At the same distance from a nucleus and the same density, a filled d shell carries three times as much angular kinetic energy per electron as a filled p shell. The factor comes from l(l+1), where l is the angular momentum number: 6 for d, 2 for p, 0 for s. The electron localisation function, ELF, responds to just this kind of energy. It can therefore differ strongly between two contacts that hold almost the same amount of charge.

Unrelaxed KGe₂Rh₂ (I4/mmm) in Ansatz 0.2.0: scalar-relativistic PBE without spin polarisation, plane waves to 420 eV, generated PAW datasets, 8×8×8 k-mesh, Fermi–Dirac smearing of 0.065 eV. Density and ELF are smooth PAW valence fields, which differ from the true ones inside the PAW spheres (radius 1.396 Å for all three elements).

| contact | distance from the first atom (Å) | inside a PAW sphere | valence density (e/Å³) | ELF |
| --- | --- | --- | --- | --- |
| Rh–Ge (1) | 0.47 | yes | 7.84 | n/a |
| Rh–Ge (1) | 0.70 | yes | 3.37 | 0.57 |
| Rh–Ge (1) | 0.93 | yes | 1.09 | 0.36 |
| Rh–Ge (1) | 1.16 | yes | 0.628 | 0.35 |
| Rh–Ge (1) | 1.40 | yes | 0.639 | 0.41 |
| Rh–Ge (1) | 1.63 | yes | 1.25 | 0.32 |
| Rh–Ge (1) | 1.86 | yes | 5.98 | n/a |
| K–Rh (2) | 0.76 | yes | 1.39 | 0.87 |
| K–Rh (2) | 1.14 | yes | 0.209 | 0.45 |
| K–Rh (2) | 1.51 | no | 0.047 | 0.03 |
| K–Rh (2) | 1.89 | no | 0.050 | 0.10 |
| K–Rh (2) | 2.27 | no | 0.108 | 0.20 |
| K–Rh (2) | 2.65 | yes | 0.364 | 0.23 |
| K–Rh (2) | 3.03 | yes | 2.48 | 0.55 |
| K–Ge (3) | 0.76 | yes | 1.38 | 0.87 |
| K–Ge (3) | 1.14 | yes | 0.206 | 0.46 |
| K–Ge (3) | 1.52 | no | 0.044 | 0.03 |
| K–Ge (3) | 1.90 | no | 0.046 | 0.13 |
| K–Ge (3) | 2.28 | no | 0.099 | 0.48 |
| K–Ge (3) | 2.66 | yes | 0.253 | 0.50 |
| K–Ge (3) | 3.04 | yes | 0.871 | 0.36 |
| K–K (4) | 0.86 | yes | 0.854 | 0.84 |
| K–K (4) | 1.30 | yes | 0.087 | 0.24 |
| K–K (4) | 1.73 | no | 0.017 | 0.01 |
| K–K (4) | 2.16 | no | 0.011 | 0.01 |
| K–K (4) | 2.59 | no | 0.017 | 0.01 |
| K–K (4) | 3.03 | yes | 0.087 | 0.24 |
| K–K (4) | 3.46 | yes | 0.854 | 0.84 |

The table follows four contacts in one unrelaxed cell of KGe₂Rh₂. Two of them make the comparison almost by themselves. The K–Rh and K–Ge lines start at the same kind of atom and have nearly the same length. About 2.27 Å from potassium, outside all spheres, the valence density towards germanium is only 8 % lower than towards rhodium. Yet the ELF is 0.48 towards germanium and 0.20 towards rhodium.

Three limiting cases show what the ELF measures. If all the electrons at a point share one orbital shape, as a single pair does, the ELF is 1. In a uniform electron gas it is 0.5. If the electrons there occupy many different shapes, the Pauli principle costs them extra kinetic energy, and the ELF falls towards 0. In formula form, ELF = 1/(1 + χ²), where χ is this extra kinetic energy divided by the kinetic energy of a uniform gas of the same density.

For one filled shell, χ follows in a few steps. Each orbital is a common radial function R(r) times an angular function, with r measured from the atom that owns the shell. In atomic units, the kinetic energy per electron is half of (R′/R)² plus half of l(l+1)/r². A single orbital shape with the same total density would need the first part only, so the second part is the extra. The uniform gas needs 2.87 ρ^(2/3) per electron, where ρ is the valence density and 2.87 stands for 0.3 (3π²)^(2/3). Because χ is a ratio, lengths may be left in Å.

The K–Rh point at 2.27 Å serves as the worked case. Population analysis puts about 8.5 of 10 possible electrons in each rhodium 4d shell, so a filled d shell is a fair limit, at least for the non-magnetic state that this calculation imposes.

- Distance from Rh: 3.785 − 2.27 = 1.515 Å
- Extra energy: 6/(2 × 1.515²) = 1.31 Å⁻²
- Uniform gas: 2.87 × 0.108^(2/3) = 0.65 Å⁻²
- χ = 1.31/0.65 = 2.0, so ELF = 1/(1 + 2.0²) = 0.20

The calculation also gives 0.20. No constant was adjusted, but the density was taken from the table, so only the ELF is being estimated. The agreement is closer than so simple a model deserves: over the four points on the rhodium side of this line, the estimate misses by up to 0.08.

The same recipe with a p shell gives 0.67 at the matching point near germanium, against the computed 0.48. Germanium's 4p shell is less than half full, but its three orbitals are almost equally occupied, so the angular energy per electron is the same as in a filled shell. The order of the two contacts is right, but the contrast is exaggerated, and the estimate is too high at all four points on the germanium side of the line, by 0.19 to 0.51. Read back from the computed ELF, the extra energy per electron is twice as large on the rhodium side, not three times. A possible reason, not tested here, is that the density near germanium also contains tails from neighbouring atoms, which a single shell leaves out. Germanium's 4s electrons are left out too, but they carry no angular energy and would be expected to push the estimate further up.

This changes how the two values should be read. The lower ELF towards rhodium is about what a filled d shell alone would produce, and it doesn't show that potassium is bound less strongly to rhodium than to germanium. Nor does 0.48 require a lone pair on germanium, since an evenly occupied p shell would give more.

Near potassium, the choice of partner hardly matters. At 0.76 and 1.14 Å the densities on the K–Rh and K–Ge lines agree within 2 %. Both lines cross the same compact 3s3p shell, which is counted here among the valence electrons. The high ELF of 0.87 belongs to that closed shell and is no sign of a bond. At 0.76 Å the p-shell estimate is slightly too low, probably because the 3s electrons carry no angular energy. At 1.14 Å it is already too high. Both points lie inside the potassium sphere, so their exact values belong to the smooth field.

Farther out, the potassium shell ends abruptly. Towards rhodium, the density falls by a factor of about 30 between 0.76 and 1.51 Å. Potassium has given up most of its outer electron, as its charge of about +0.8 from a division of the density into atoms indicates, so little is left to fill the space beyond the shell. Towards rhodium or germanium the density soon rises again, because the partner's own electrons take over.

At this changeover the ELF drops to 0.03 on both lines, whereas a single p shell would give about 0.4. The failure is instructive, because here two sets of tails meet. One falls away from potassium and the other falls towards it, so their slopes partly cancel in the total density. Their kinetic energies are positive and add. A single orbital shape with this flatter total density would need much less kinetic energy, so most of the actual energy counts as extra.

The K–K contact takes this to its limit. At its centre, symmetry makes the slope of the total density exactly zero. The density there is also close to the lowest in the whole cell, about a quarter of the lowest value listed for K–Rh. The uniform gas then needs little energy, which makes χ larger still. The ELF is 0.01, where a single p shell would give 0.3. Tails from rhodium and germanium atoms, about 3.1 Å from this centre, probably contribute there too.

A shared electron pair would behave in the opposite way. In a simple two-electron bond between like atoms, one orbital spans both and is flat at the centre, so both the slope and the kinetic energy vanish there and the ELF is 1. When filled shells meet, the antibonding combinations are occupied as well. They have a node at the centre, where they add no density but are steep, and so they add kinetic energy. The K–K values show no sign of a shared pair, as befits two positively charged potassium atoms.

Beyond the changeover, the ELF recovers as one atom takes control. Towards rhodium it climbs from 0.10 to 0.55 over the last four points. The formula explains most of this rise: the angular energy grows as 1/r² on the way in, but the density grows faster than 1/r³, so the uniform-gas energy gains on it. The first step, from 0.10 to 0.20, is larger than the formula gives, as expected if potassium's tail still counts at the first point. The last two of these points lie inside the rhodium sphere, where the fields are smooth stand-ins for the true ones, so the direction of the change means more than the exact values.

Germanium breaks this pattern. On the K–Ge line the ELF reaches 0.50 and then falls to 0.36 at the point nearest to germanium. The Rh–Ge line has a similarly low value, 0.32, at about the same distance from germanium, which points to the atom itself and not to either contact. A probable cause is the boundary between the outer 4s4p shell and the inner 3d shell, which is also counted as valence. The ELF can dip between atomic shells, though here the dip is seen only in the smooth field.

The Rh–Ge contact differs from the other three because its atoms are so close. Its lowest listed density is about 13 times the lowest on K–Rh, so the line never passes through a region of thin tails, and its listed ELF values stay at 0.32 or above. The cell is unrelaxed and this contact is compressed: the computed forces push germanium away from the rhodium plane. The two spheres also overlap, so every point on the line is a smooth-field value. The moderate ELF between these atoms therefore can't settle how covalent the bond is.

For a similar contact, the first step is to find which atom supplies most of the density at the chosen point. If one atom dominates, its outer shell sets the scale: d electrons lower the ELF more than p electrons do at equal distance and density. If thin tails from opposite atoms contribute about equally and no pair is shared, the ELF can drop close to zero, as it does on all three potassium lines. An ELF value thus becomes evidence about bonding only after the effect of the shells themselves has been allowed for.
